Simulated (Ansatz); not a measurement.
# Decay constant of the tunnelling density against sample bias on Ni(110)-(1x2) missing row (PBE-D3(BJ)) and Ni(110)-(2x1)-N added row (LDA)

Choosing the bias for a scanning tunnelling image of reconstructed nickel requires knowing whether that choice also changes how steeply the current falls with height. This matters when apparent heights are used to identify a reconstruction or to follow nitrogen on a nickel surface. The quantity calculated is κ, taken from the density of the states between the Fermi level and the bias, 3 to 5 Å above the top atom. It is compared with κ₀, the decay of a free electron at the highest energy in the window with no momentum along the surface. Two surfaces are followed, each at its own level of theory: the clean missing-row surface with PBE-D3(BJ) and the nitrogen-covered added-row surface with LDA.

## How the numbers were made

Ansatz 0.2.0, plane-wave Kohn-Sham DFT with its default PAW datasets at cutoffs of 420 eV, level as listed. Slabs and stacks are built by hand and relaxed; a single point with 17 Å of vacuum, a dipole correction, Fermi-Dirac smearing of 0.05 eV and meshes of 10 to 18 points along the first in-plane vector gives the density of the states between the Fermi level and the sample bias. Its planar mean n(z) is fitted as exp(−2κz) between 3 and 5 Å above the top atom. Spin-polarised where magnetic elements are present, no spin-orbit coupling.

Notes on method and selection:

- A free electron at the Fermi level with no momentum along the surface decays with κ₀ = 0.5123·√Φ Å⁻¹, Φ in eV; momentum along the surface raises κ, and the slow approach of the potential to the vacuum level lowers it.
- The tip is left out (Tersoff-Hamann).
- Slabs this thin have discrete subbands, so κ depends on which of them fall in the window.
- Windows narrower than 0.1 V hold too few states on these meshes and are not listed; a blank corrugation was not computed at that height.
- Runs in which the search for lower states was switched off are not listed.
- Work functions and vacuum levels are read from the electrostatic potential (Hartree and local ionic parts), which a warning of a rough exchange-correlation potential in thin density does not concern.
- Sites and patterns name the starting structure; atoms can leave their sites in the relaxation.
- The default PAW datasets of this version of Ansatz are the set soft_2.
- Runs that did not converge, have known faults or may not be shown are not listed, and runs on Ansatz's PAW sets soft_1 and soft_2 are kept to separate tables.

Columns:

- bias (V): sample bias; negative images filled states.
- κ₀ of window top (Å⁻¹): 0.5123·√(Φ − E) for the highest energy E in the window, from the Fermi level.
- κ (Å⁻¹): decay constant κ of the window's density.
- corrugation (Å): corrugation at constant current, set to the mean density at the first listed height.

## The series

| member | surface | bias (V) | κ₀ of window top (Å⁻¹) | κ (Å⁻¹) | corrugation (Å) |
| --- | --- | --- | --- | --- | --- |
| −1.2 V | Ni(110)-(1x2) missing row (PBE-D3(BJ), Φ 4.69 eV, 3 Å) | −1.2 | 1.110 | 1.218 | 1.260 |
| −0.4 V | Ni(110)-(1x2) missing row (PBE-D3(BJ), Φ 4.69 eV, 3 Å) | −0.4 | 1.110 | 1.176 | 1.287 |
| +0.4 V | Ni(110)-(1x2) missing row (PBE-D3(BJ), Φ 4.69 eV, 3 Å) | 0.4 | 1.061 | 1.117 | 1.281 |
| +1.2 V | Ni(110)-(1x2) missing row (PBE-D3(BJ), Φ 4.69 eV, 3 Å) | 1.2 | 0.957 | 1.116 | 1.077 |
| −2 V | Ni(110)-(2x1)-N added row (LDA, Φ 5.39 eV, 3.5 Å) | −2.0 | 1.189 | 1.370 | 0.667 |
| −1 V | Ni(110)-(2x1)-N added row (LDA, Φ 5.39 eV, 3.5 Å) | −1.0 | 1.189 | ? | ? |
| −0.3 V | Ni(110)-(2x1)-N added row (LDA, Φ 5.39 eV, 3.5 Å) | −0.3 | 1.189 | 1.324 | 0.873 |
| +0.3 V | Ni(110)-(2x1)-N added row (LDA, Φ 5.39 eV, 3.5 Å) | 0.3 | 1.156 | 1.329 | 0.904 |
| +1 V | Ni(110)-(2x1)-N added row (LDA, Φ 5.39 eV, 3.5 Å) | 1.0 | 1.073 | 1.345 | 0.794 |
| +2 V | Ni(110)-(2x1)-N added row (LDA, Φ 5.39 eV, 3.5 Å) | 2.0 | 0.943 | 1.306 | 0.796 |

Cells marked ? are withheld until the estimate has been made.

## Reading the trend

For filled states, κ rises on both surfaces as the window is extended downwards. From −0.4 to −1.2 V the missing-row surface gains (1.218 − 1.176) / 0.8 = 0.053 Å⁻¹ per volt; from −0.3 to −2 V the nitrogen-covered one gains (1.370 − 1.324) / 1.7 = 0.027 Å⁻¹ per volt. The sign is that of a higher barrier for deeper states. The slope of κ₀ with energy, 0.5123 / (2√Φ), is about 0.12 and 0.11 Å⁻¹ per eV. A weaker response of the window's density is to be expected, since it still contains the slowly decaying states near the Fermi level.

For empty states the barrier argument alone fails. Between +0.4 and +1.2 V κ₀ falls by 0.104 Å⁻¹ on the missing-row surface, yet κ stays at 1.117 and 1.116 Å⁻¹. With nitrogen, κ goes from 1.329 through 1.345 to 1.306 Å⁻¹ while κ₀ drops steadily. Part of the gap is built in, since κ₀ refers only to the upper edge of the window. Momentum along the surface, which adds to the decay as κ² = κ₀² + k², is a likely further part. The small rise at +1 V may come from the discrete subbands of a thin slab.

Near the Fermi level on the filled side, κ is larger with nitrogen by 1.324 − 1.176 = 0.148 Å⁻¹, of which the work functions account for 1.189 − 1.110 = 0.079 Å⁻¹. This is not purely an effect of nitrogen: the nickel is reconstructed differently on the two surfaces, and LDA commonly gives a work function larger than PBE by roughly 0.3 eV, worth about 0.03 Å⁻¹. Both surfaces also carry a warning of a rough exchange-correlation potential in the region of the fit.

For the choice of bias the changes are modest. One ångström of height changes the density by exp(2κ), a factor of 9 to 11 on the missing-row surface and 14 to 15 on the nitrogen-covered one over the biases shown.

## Predicting the missing value

Plain estimates from the members shown:

- −1 V (Ni(110)-(2x1)-N added row (LDA, Φ 5.39 eV, 3.5 Å)), straight-line interpolation between −2 V and −0.3 V: w = (−1.0 − (−2.0)) / (−0.3 − (−2.0)) = 0.588, so 1.370 + 0.588 × (1.324 − 1.370) = 1.343 Å⁻¹

The straight line between −2 and −0.3 V gives 1.343 Å⁻¹ at −1 V. It is preferred because both of its end points are windows of filled states on the same surface, with the same κ₀ of 1.189 Å⁻¹, and because its slope has the sign expected from the barrier.

The same route can be tried on the three inner rows shown for this surface, each from its nearest shown neighbours. It gives 1.340 against 1.324 Å⁻¹ at −0.3 V, 1.324 + 0.6 / 1.3 × (1.345 − 1.324) = 1.334 against 1.329 at +0.3 V, and 1.320 against 1.345 at +1 V. The root-mean-square miss is roughly 0.017 Å⁻¹. The mean of the other rows misses the same three by only 0.012 Å⁻¹, so the test gives the line no advantage. Two of the three interpolations cross from filled to empty states, which the one needed here does not. That is no assurance, however, since the third, at +1 V, stays among empty states and has the largest miss.

Two considerations pull in opposite directions. The weight of states near the Fermi level should make κ level off as the window deepens, which places the value slightly above the line. The mean of the five shown rows, (1.370 + 1.324 + 1.329 + 1.345 + 1.306) / 5 = 1.335 Å⁻¹, lies slightly below it. No shift is applied, and the miss of the interpolation, rounded up, serves as the error. A subband or a nitrogen-derived state entering the window between −0.3 and −1 V would be the most likely reason for a larger departure.

**Committed estimate, −1 V (Ni(110)-(2x1)-N added row (LDA, Φ 5.39 eV, 3.5 Å)): κ = 1.34 ± 0.02 Å⁻¹.**

## Outcome

| member | surface | bias (V) | κ₀ of window top (Å⁻¹) | κ (Å⁻¹) | corrugation (Å) |
| --- | --- | --- | --- | --- | --- |
| −1 V | Ni(110)-(2x1)-N added row (LDA, Φ 5.39 eV, 3.5 Å) | −1.0 | 1.189 | 1.349 | 0.753 |

| member | estimate | κ (Å⁻¹) | computed | estimate − computed | miss in error bars |
| --- | --- | --- | --- | --- | --- |
| −1 V (Ni(110)-(2x1)-N added row (LDA, Φ 5.39 eV, 3.5 Å)) | committed | 1.340 | 1.349 | −0.009 | 0.4 |
| −1 V (Ni(110)-(2x1)-N added row (LDA, Φ 5.39 eV, 3.5 Å)) | interpolation | 1.343 | 1.349 | −0.006 |  |

The estimate of 1.34 Å⁻¹ lies 0.009 Å⁻¹ below the computed 1.349 Å⁻¹, inside the error bar at 0.4 of its width. The unrounded straight line, at 1.343 Å⁻¹, came marginally closer, and the mean of the five other rows, 1.335 Å⁻¹, missed by 0.014 Å⁻¹.

The expected order held: on the nitrogen-covered surface κ rises from −0.3 through −1 to −2 V. This fits a higher barrier for deeper states. The argument that κ levels off as the window deepens also had the right sign. The slope is (1.349 − 1.324) / 0.7 = 0.036 Å⁻¹ per volt in the first interval and (1.370 − 1.349) / 1.0 = 0.021 Å⁻¹ per volt in the second. The value lies only 0.006 Å⁻¹ above the line, however, which is too little to establish the levelling from three windows.

## Departures from the trend

Measured against κ₀ of the window top, the two largest departures are those of the nitrogen-covered surface at +2 V, 1.306 − 0.943 = 0.363 Å⁻¹, and at +1 V, 1.345 − 1.073 = 0.272 Å⁻¹. In the other eight rows the excess of κ over κ₀ runs from 1.117 − 1.061 = 0.056 Å⁻¹ to 1.370 − 1.189 = 0.181 Å⁻¹.

Part of the excess arises because these windows also hold states near the Fermi level, which face a higher barrier than those at the top. That cannot be the whole cause. Even if every state sat at the Fermi level, κ₀ would be only 1.189 Å⁻¹, which leaves at least 1.306 − 1.189 = 0.117 Å⁻¹ at +2 V and 1.345 − 1.189 = 0.156 Å⁻¹ at +1 V.

Momentum along the surface has the right sign for the remainder. If it were the only cause, at +2 V it would have to be at least √(1.306² − 1.189²) = 0.54 Å⁻¹. The slow approach of the potential to the vacuum level has the wrong sign, since it lowers κ. The rough exchange-correlation potential in the region of the fit may also contribute, with unknown sign.

## Rules of thumb and their limits

Both surfaces are models, and the introduction should have said so where it speaks of the clean missing-row surface and of identifying reconstructions. Clean Ni(110) does not reconstruct, and nitrogen orders on it in a larger cell than the (2x1) used here. Relaxing a structure built by hand takes it to a nearby minimum, which does not show that nickel adopts it. Neither of the surfaces known from experiment is in the tables, so the rules here describe the two models and are no basis for identifying a reconstruction or following nitrogen in a measured image.

On both models κ rises with the depth of the filled-state window, over −0.4 to −1.2 V without nitrogen and −0.3 to −2 V with it. No common rule emerges for empty states. For the four inner biases of the nitrogen-covered surface, interpolation between neighbours misses by roughly 0.015 Å⁻¹ (root mean square) and the mean of the other rows by roughly 0.013 Å⁻¹, so interpolation does no better.

For these two models, a tenfold drop in current takes ln 10 / (2κ): 2.303 / (2 × 1.349) = 0.85 Å with nitrogen at −1 V, and 2.303 / (2 × 1.218) = 0.95 Å on the missing-row surface at −1.2 V.

The field of the omitted tip shifts the mean barrier by roughly half the bias. At 2 V this is about 0.1 Å⁻¹ in κ, upwards for positive and downwards for negative bias. That exceeds the spread of the nitrogen-covered surface, 1.370 − 1.306 = 0.064 Å⁻¹, and could reverse the filled-state trend of this model once a tip is included.
